**Question.** I run germanium in the usual 64-atom cubic supercell with periodic boundaries. Textbooks say a band holds "two electrons per cell" and that this is why Ge, with eight valence electrons per cell, can be a semiconductor. How many $k$ values does my box allow, and how many states is that per band? My own rough count of $k$-space volume gives a few more states than electrons. Is the textbook statement only approximate?

**Answer.** The statement is exact, and your rough count is high for a geometric reason that can be worked out in full. Conventions: $a$ is the cube edge of the diamond structure, "cell" means the primitive fcc cell (two atoms, eight valence electrons), a "band" is one orbital per $\mathbf k$ with two spin states, and electrons are independent particles in a periodic potential. Your box has edge $L=2a$ and holds $64\times4=256$ valence electrons.

## 1. Estimate by hand

Take $a\approx5.7$ Å, a typical value, so $L\approx11.4$ Å. A whole number of wavelengths must fit along each edge, so the allowed wavevectors form a cubic grid of spacing $2\pi/L\approx0.55$ Å$^{-1}$.

A band ends where Bragg reflection sets in, at $k=\pi/d$ for lattice planes of spacing $d$. The fcc lattice planes normal to a cube axis have $d=a/2$, giving $k=2\pi/a\approx1.1$ Å$^{-1}$, two grid spacings. The fcc zone is fairly round, so call it a sphere of that radius:

$$N_{\rm est}\approx\frac{4\pi}{3}\,2^3\approx4.2\times8\approx34 .$$

Four bands with two spins then offer $8\times34=272$ places for 256 electrons. That leaves 16 places empty, about 6 %, and an empty part of a band would make a metal.

For an energy scale, treat the electrons as free. Four zones' worth of $k$-space has radius $4^{1/3}\times1.1\approx1.6\times1.1=1.76$ Å$^{-1}$, and with $\hbar^2/2m\approx3.8$ eV Å$^2$ the highest filled level lies near $3.8\times3.1\approx12$ eV.

## 2. Careful calculation

**Quantisation.** Let $\mathbf a_i$ be primitive vectors, $\Omega=|\mathbf a_1\cdot\mathbf a_2\times\mathbf a_3|$ the cell volume, and $\mathbf b_i$ the reciprocal vectors with $\mathbf b_i\cdot\mathbf a_j=2\pi\delta_{ij}$. Lattice translations commute with $H$ and with each other, so eigenstates can be chosen with $\psi(\mathbf r+\mathbf R)=e^{i\mathbf k\cdot\mathbf R}\psi(\mathbf r)$ for every lattice vector $\mathbf R$. The Born–von Kármán condition $\psi(\mathbf r+N_i\mathbf a_i)=\psi(\mathbf r)$ demands $e^{iN_i\mathbf k\cdot\mathbf a_i}=1$. Writing $\mathbf k=\sum_ix_i\mathbf b_i$ gives $\mathbf k\cdot\mathbf a_i=2\pi x_i$, so $N_ix_i$ is an integer:

$$\mathbf k=\sum_{i=1}^3\frac{m_i}{N_i}\,\mathbf b_i,\qquad m_i\in\mathbb Z .$$

**Volume per point.** The grid is spanned by $\mathbf b_i/N_i$. Since $|\mathbf b_1\cdot\mathbf b_2\times\mathbf b_3|=(2\pi)^3/\Omega$, each point occupies

$$\Delta^3k=\frac{(2\pi)^3}{N\Omega}=\frac{(2\pi)^3}{V},\qquad N=N_1N_2N_3,\quad V=N\Omega .$$

**Points per zone.** Replacing $m_i$ by $m_i+N_i$ adds $\mathbf b_i$ to $\mathbf k$ and changes no phase $e^{i\mathbf k\cdot\mathbf R}$, so it is the same label. The distinct labels are $m_i=0,\dots,N_i-1$, exactly $N$ of them. Any region that tiles $k$-space under reciprocal-lattice translations, the Brillouin zone included, contains one member of each class, provided equivalent boundary points are counted once.

**States per band.** At fixed $\mathbf k$ put $\psi=e^{i\mathbf k\cdot\mathbf r}u$ with $u$ cell-periodic. Then $u$ obeys $[(\mathbf p+\hbar\mathbf k)^2/2m+U(\mathbf r)]u=Eu$ on one cell, a problem with a discrete spectrum $E_1(\mathbf k)\le E_2(\mathbf k)\le\dots$ Band $n$ is the $n$-th level at each $\mathbf k$: $N$ orbitals, $2N$ electrons, two per primitive cell.

**The cubic box.** With $\mathbf a_1=\frac a2(0,1,1)$, $\mathbf a_2=\frac a2(1,0,1)$, $\mathbf a_3=\frac a2(1,1,0)$, the choice $N_i=3$ gives a rhombohedral 54-atom box with 27 points. Your cube is not of the form $N_i\mathbf a_i$. Its edges are $\mathbf A_i=\sum_jM_{ij}\mathbf a_j$ with

$$M=2\begin{pmatrix}-1&1&1\\1&-1&1\\1&1&-1\end{pmatrix},\qquad \det M=32 .$$

The argument carries over. Allowed $\mathbf k$ are integer combinations of the vectors $\mathbf B_i$ dual to the $\mathbf A_i$, and $\mathbf b_j=\sum_iM_{ij}\mathbf B_i$, so the reciprocal lattice is a sublattice of the grid with index $N=|\det M|$. With the typical value $a=5.658$ Å: $\Omega=a^3/4=45.28$ Å$^3$, zone volume 5.478 Å$^{-3}$, $L=11.316$ Å, grid spacing 0.5552 Å$^{-1}$, volume per point 0.1712 Å$^{-3}$, ratio 32. The lattice constant cancels from the ratio.

**The 32 points.** Write $\mathbf k=(2\pi/L)\,\mathbf n$ with integer $\mathbf n$. In these units $\mathbf b_1=(-2,2,2)$, $\mathbf b_2=(2,-2,2)$, $\mathbf b_3=(2,2,-2)$, and the zone is the truncated octahedron $|n_x|+|n_y|+|n_z|\le3$, $|n_i|\le2$. Points on a face are shared by two zones, corner points by four. The last two columns list the free-electron levels $|\mathbf n+\mathbf G|^2$ over reciprocal vectors $\mathbf G$, in units of $\varepsilon_0=(\hbar^2/2m)(2\pi/L)^2=1.17$ eV.

| type of $\mathbf n$ | points | weight | distinct $\mathbf k$ | bands 1–4 | bands 5, 6 |
|---|---|---|---|---|---|
| $\Gamma$ (000) | 1 | 1 | 1 | 0, 12, 12, 12 | 12, 12 |
| $\Delta$ (100) | 6 | 1 | 6 | 1, 9, 9, 9 | 9, 9 |
| $\Sigma$ (110) | 12 | 1 | 12 | 2, 6, 6, 10 | 10, 14 |
| $L$ (111) | 8 | 1/2 | 4 | 3, 3, 11, 11 | 11, 11 |
| $X$ (200) | 6 | 1/2 | 3 | 4, 4, 8, 8 | 8, 8 |
| $W$ (210) | 24 | 1/4 | 6 | 5, 5, 5, 5 | 13, 13 |

The fourth column sums to 32. A supercell calculation at its own $\Gamma$ point samples these wavevectors. Four bands give 128 orbitals and 256 places for 256 electrons, with none left over.

**Parity.** With $\nu$ electrons per cell there are $\nu N$ electrons, and a gap above $p$ full bands requires $\nu N=2pN$, so $\nu=2p$. Odd $\nu$ forces a partly filled band, as in fcc Al (three valence electrons) and Cu (eleven, counting the $3d$ shell). The rule assumes independent electrons, no magnetic order and the true primitive cell. A distortion that doubles the cell makes the count even, and strong repulsion can make an insulator at odd $\nu$, as in CoO. Spin–orbit coupling does not disturb the count in Ge: inversion combined with time reversal keeps every level doubly degenerate at each $\mathbf k$, so the valence splitting at $\Gamma$, compiled as 0.3 eV (Peralta 2006), regroups the six top states as four plus two and leaves eight valence states per $\mathbf k$.

In the diamond structure the condition is stricter. The nonsymmorphic operations pair all orbital bands at $X$. With one $s$ orbital per atom and nearest-neighbour hopping $t$, the two bands are $\pm t|f(\mathbf k)|$ with $f=\sum_{j}e^{i\mathbf k\cdot\mathbf d_j}$ over the bonds $\mathbf d_j=\frac a4(1,1,1),\frac a4(1,-1,-1),\frac a4(-1,1,-1),\frac a4(-1,-1,1)$. At $\mathbf k=\frac{2\pi}a(1,0,0)$, $f=2i-2i=0$. A gap therefore needs $\nu$ to be a multiple of four, which eight is.

**Counting permits a gap and does not create one.** Fill the table without any potential. The shells $|\mathbf n+\mathbf G|^2\le9$ contain 123 orbitals, and the remaining 5 go into the 24-fold shell at 10, so the highest level is $10\varepsilon_0=11.7$ eV. Among the 123 are 18 orbitals of bands 5 and 6 ($3\times2$ at $X$, $6\times2$ at $\Delta$), while 23 orbitals of bands 1–4 lie at 10 or above (12 at $\Sigma$, $4\times2$ at $L$, 3 at $\Gamma$); indeed $128-23+18=123$. On this grid the top of band 4 ($12\varepsilon_0=14.1$ eV, at $\Gamma$) lies 4.7 eV above the bottom of band 5 ($8\varepsilon_0=9.4$ eV, at $X$). For an infinite box the free-electron sphere has the volume of four zones, $16(2\pi/a)^3$, so

$$k_F=\left(\frac{12}{\pi}\right)^{1/3}\frac{2\pi}{a}=1.736\ \text{Å}^{-1},\qquad E_F=\frac{\hbar^2k_F^2}{2m}=11.5\ \text{eV}.$$

These energies belong to the empty-lattice model, which is a metal. In real Ge the crystal potential removes the overlap and separates bands 4 and 5 by a gap compiled as 0.66 eV at 300 K (Wing 2021). Carbon in the same structure, with the same count, is an insulator with a gap several times wider, and grey tin has no gap. The potential moves levels within each row of the table, since it couples only plane waves differing by a $\mathbf G$, and it cannot change the number of rows or their weights.

## 3. Why 34 and 32 differ by what they do

**Rounding.** Unrounded, the sphere gives $32\pi/3=33.51$. Rounding supplied 0.49 of the two extra points. Rounding $a$ supplied nothing, because only $L/a$ enters.

**Shape.** The remaining 1.51 is the ratio of the sphere volume $4\pi/3$ to the zone volume 4, in units of $(2\pi/a)^3$: a factor $\pi/3=1.047$. In units of $2\pi/a$ the zone boundary lies at $\sqrt3/2=0.866$ towards $L$, at 1 towards $X$, at $3\sqrt2/4=1.061$ towards $K$ (the middle of an edge between two hexagons) and at $\sqrt5/2=1.118$ towards $W$. The unit sphere touches the six square faces, pokes through the eight hexagons and misses the corners. Since all edges lie outside it, the eight caps are separate, each of height $h=1-\sqrt3/2=0.134$ and volume

$$v_{\rm cap}=\pi\int_{1-h}^1(1-z^2)\,dz=\frac{\pi h^2(3-h)}{3}=0.0539 .$$

There are $(L/a)^3=8$ grid points per unit volume, so the caps are worth 3.45 points, which belong to neighbouring zones and are counted twice. The part of the zone outside the sphere is then worth $32-(33.51-3.45)=1.94$ points. The net excess is $3.45-1.94=1.51$.

The estimate is good to 5 % only because these two terms largely cancel. The sphere with the true zone volume has radius $(3/\pi)^{1/3}=0.985$, and the distance to $X$ happens to exceed it by just 1.5 %, which cubing turns into 4.7 %. The equally reasonable choice of the (111) planes, $d=a/\sqrt3$, gives the radius 0.866 and 21.8 points, about a third too few.

**Discreteness.** Counting actual grid points in the sphere $|\mathbf n|\le2$ gives 33, not 33.51: it takes all 8 $L$ points in place of 4, all 6 $X$ points in place of 3, and none of the 6 distinct $W$ points, so $32+4+3-6=33$. Excluding the surface $|\mathbf n|=2$ gives 27. A sphere does not tile $k$-space, so its count jumps with the radius. The zone does tile it, and its count is 32 for any rigid shift of the grid. In a cube of 18 lattice constants, 10.18 nm, the exact count is $4\times18^3=23328$ against 24429 from the sphere volume. The relative scatter from discreteness shrinks with size, while the 4.7 % from shape stays.

**The energy.** The 12 eV is 11.8 eV before rounding. Energy goes as the two-thirds power of the $k$-space volume, so the oversize sphere costs a factor $(\pi/3)^{2/3}=1.031$, which leads to 11.5 eV. The small box then raises the level again: $k_F^2$ is 9.77 in grid units, no shell exists there, and the last electrons go to 10, higher by 0.27 eV. Such steps scale with $\varepsilon_0\propto L^{-2}$, which is 1.17 eV in your box and 14.5 meV in the 10 nm cube, against $k_BT=25.9$ meV at 300 K.

**What periodic boundaries leave out.** A free cube has surfaces. With (100) atomic layers spaced $a/4$, the outermost layers hold about $6(a/4)/L$ of the atoms, 8 % for the 10 nm cube. Surface states can move a share of that order out of the bulk bands, more than the shape term, so the exact count describes the periodic box and the bulk limit, not a bare nanocrystal.

**Why 5 % matters.** For a density of states it hardly does. For the filling it decides everything, because the true vacancy fraction is tiny. The valence density is $8/\Omega=1.77\times10^{23}$ cm$^{-3}$. In the two-band model $n_i=\sqrt{N_cN_v}\,e^{-E_g/2k_BT}$, the compiled gap gives an exponent of 12.8 and a factor $2.9\times10^{-6}$ at 300 K. With a typical $\sqrt{N_cN_v}\approx8\times10^{18}$ cm$^{-3}$ the model yields about $2\times10^{13}$ holes per cm$^3$, about $1\times10^{-10}$ of the valence electrons. A vacancy fraction that small is possible only because electrons and states are both counted by the same integer $N$: $8N$ electrons in $4\times2N$ places.